CoSi$_2$ carries current as a metal, and this calculation shows electron levels on both sides of the Fermi energy at a few k points. A k point fixes how the phase of an electron wave changes from one unit cell to the next. In the table, "level under 1" is the nearest level below the Fermi energy and "level over 1" the nearest above it; higher numbers lie further out. Point 1 is Γ, where all cells are in phase. Points 2 and 3 lie 44% and 67% of the way from Γ to the zone boundary at X, and point 4 lies 89% of the way to L.

Kohn–Sham levels of CoSi$_2$ (3-atom cell) at a given, fixed geometry, computed with GPAW 26.7.0 using PBE, PAW data sets (gpaw-data 1.2.1) and a 600 eV plane-wave cutoff. The run used collinear spins without spin-orbit coupling, a 9×9×9 k mesh and Fermi–Dirac smearing of width 0.05 eV. Level energies are relative to the Fermi energy.

| row | level point (row) | level under 4 (eV) | level under 3 (eV) | level under 2 (eV) | level under 1 (eV) | level over 1 (eV) | level over 2 (eV) | level spin |
| --- | --- | --- | --- | --- | --- | --- | --- | --- |
| 1 | 1 | -4.046 | -4.046 | -1.874 | -1.874 | 0.785 | 3.444 | up |
| 2 | 1 | -4.046 | -4.046 | -1.874 | -1.874 | 0.785 | 3.444 | down |
| 3 | 2 | -3.987 | -3.987 | -2.964 | -1.642 | 0.049 | 0.049 | up |
| 4 | 2 | -3.987 | -3.987 | -2.964 | -1.642 | 0.049 | 0.049 | down |
| 5 | 3 | -1.443 | -1.243 | -1.107 | -1.107 | 1.575 | 3.070 | up |
| 6 | 3 | -1.443 | -1.243 | -1.107 | -1.107 | 1.575 | 3.070 | down |
| 7 | 4 | -1.665 | -1.665 | -0.323 | -0.323 | 2.723 | 3.485 | up |
| 8 | 4 | -1.665 | -1.665 | -0.323 | -0.323 | 2.723 | 3.485 | down |

**1. Why do spin up and spin down have the same levels?**

The crystal is not magnetic in this calculation. The run began with a magnetic moment on cobalt, and the moment vanished as the electrons settled. With equal densities of up and down electrons everywhere, both spins feel the same potential and have the same levels. For practical reading, the eight rows are therefore four independent results. An antiparallel order of neighbouring cobalt atoms would need a larger cell to be tested.

**2. Where is the step across the Fermi energy smallest?**

It is smallest at point 2, at 1.69 eV, and largest at point 4, at 3.05 eV. The cause lies on the upper side: at point 2 a pair of levels comes down to only 0.049 eV above the Fermi energy. The level below it, at −1.642 eV, is not unusually high. Each step belongs to a single k point, so it is the energy of a jump at fixed k and not a band gap.

**3. Do the four points together show a small gap?**

They seem to. The highest level below the Fermi energy is at point 4 and the lowest above it at point 2, which leaves an empty window of 0.372 eV. The full mesh, however, gives a metal with no gap, so there must be levels inside that window at other k points.

A count of electrons shows why. Each cell holds 17 valence electrons, which makes 8.5 filled levels per spin on average over all k points. A band that is full everywhere contributes exactly one, so half a level can only come from partly filled bands. The same count works for related compounds: an odd number of electrons per cell with equal spins means a metal in this picture. Nickel in place of cobalt adds one electron and brings the average to 9, which permits a gap but does not enforce one; NiSi$_2$ is in fact known as a metal.

**4. Is the pair just above the Fermi energy empty?**

No, because the calculation smears the boundary between filled and empty levels. A level at energy $E$ above the Fermi energy has the occupation

$$f=\frac{1}{1+\exp(E/w)},$$

where $w$ is the smearing width, here 0.05 eV. For the pair at point 2, $E/w=0.049/0.05=0.98$ and the exponential is about 2.7, so $f\approx1/3.7\approx0.27$. Two levels with two spins each then hold about 1.1 electrons at this k point. The calculation fills its levels by this very formula, so the estimate reads the result and does not test it.

With a width of 0.01 eV and everything else fixed, the occupation would fall below 1%. A real rerun would also shift the Fermi energy a little. When the smearing is narrowed, the k mesh should be refined too, because each level near the Fermi energy then switches more abruptly between full and empty.

**5. Why do some levels come in equal pairs?**

Symmetry makes them equal. At Γ the crystal's x, y and z directions are equivalent, so three waves that differ only in direction share one energy. Cubic symmetry also allows a twofold level, whose two waves have shapes like $x^2-y^2$ and $3z^2-r^2$. The pair at −1.874 eV is of this twofold kind, since its neighbours in energy are far away.

On the way to X, one direction, say z, becomes special. A quarter turn about z still exchanges x and y, so a threefold level splits into a pair and a single level. No such turn exchanges $x^2-y^2$ and $3z^2-r^2$, so the twofold level splits into two singles. On the way to L the remaining threefold axis keeps that twofold level together. These rules hold for any cubic crystal with the same symmetry at these k points.

**6. Which digits can be trusted?**

The equality within a pair can be trusted to the last digit, because symmetry enforces it in a calculation without spin-orbit coupling. The step at a fixed k point is also safe from errors in the Fermi energy, which cancel in the difference. The 0.049 eV of the pair at point 2 is less secure, since it depends directly on where the Fermi energy falls. All of these are PBE levels at a fixed geometry, so none of the digits should be read as a measured excitation energy.

Spin-orbit coupling would split this pair. In cobalt 3d levels the splitting can reach several hundredths of an electronvolt, with one member moving up and the other down by about half of that. If the pair has much 3d character, the lower member could come so close to the Fermi energy that a small further shift would put it on the other side. A decision that hangs on which side this pair lies calls for a run with spin-orbit coupling and a denser mesh.

**7. Where does this pair come from?**

Reading down a column gives the wrong answer, because the columns count levels outward from the Fermi energy and do not follow bands. The symmetry rules do better. A pair on the line from Γ to X must grow out of a threefold level at Γ. Neither the twofold level at −1.874 eV nor the single level at 0.785 eV can be its origin.

The threefold level must therefore lie at 3.444 eV or higher, or at −4.046 eV or lower; the levels at these two edges of the table may have partners just outside it. The band thus falls by about 3.4 eV or more, or rises by about 4.1 eV or more, in less than half the distance to X. So large a change means that its energy depends strongly on the phase between neighbouring cells, as happens when orbitals overlap well. The printed output after this text gives both bounds, together with the steps and occupations used above.

Beyond point 2 the band very probably falls through the Fermi energy and so helps to carry the current. At point 3 there is a pair at −1.107 eV, about 1.2 eV lower. Pairs on this line all have the same symmetry, so they avoid crossing and keep their order in energy. For our pair to stay above the Fermi energy, it would have to climb by 3 eV or more, and the pair at −3.987 eV would have to rise by about 2.9 eV to take the place at −1.107 eV. Both would have to happen within less than a quarter of the way to X. A steady fall is the simpler reading, and it also favours an origin at 3.444 eV or higher at Γ. Closely spaced k points from Γ to X, with the symmetry of each level recorded, would confirm it.

Printed output of the fit:

```
Steps between neighbouring levels:
  row  percent of way to X or L  step across Fermi energy in eV  upper two under in eV  two over in eV
    1                         0                           2.659                      0           2.659
    2                         0                           2.659                      0           2.659
    3                     44.44                           1.691                  1.322               0
    4                     44.44                           1.691                  1.322               0
    5                     66.66                           2.682                      0           1.495
    6                     66.66                           2.682                      0           1.495
    7                     88.88                           3.046                      0           0.762
    8                     88.88                           3.046                      0           0.762
Largest summed spin difference at a point in eV: 0
Highest printed level under the Fermi energy in eV: -0.323
Lowest printed level over the Fermi energy in eV: 0.049
Apparent gap between different points in eV: 0.372
Mean number of filled levels per spin with Co: 8.5
Mean number of filled levels per spin with Ni and one more electron: 9
Occupation of each level of the pair at point 2 in percent: 27.29
Electrons in that pair with both spins: 1.092
Same occupation in percent at width 0.01 eV with levels and Fermi energy fixed: 0.7392
Missing occupation of the highest printed level under in percent: 0.1562
Least change of the branch if it comes from above in eV: 3.395
Least change of the branch if it comes from below in eV: 4.095
```
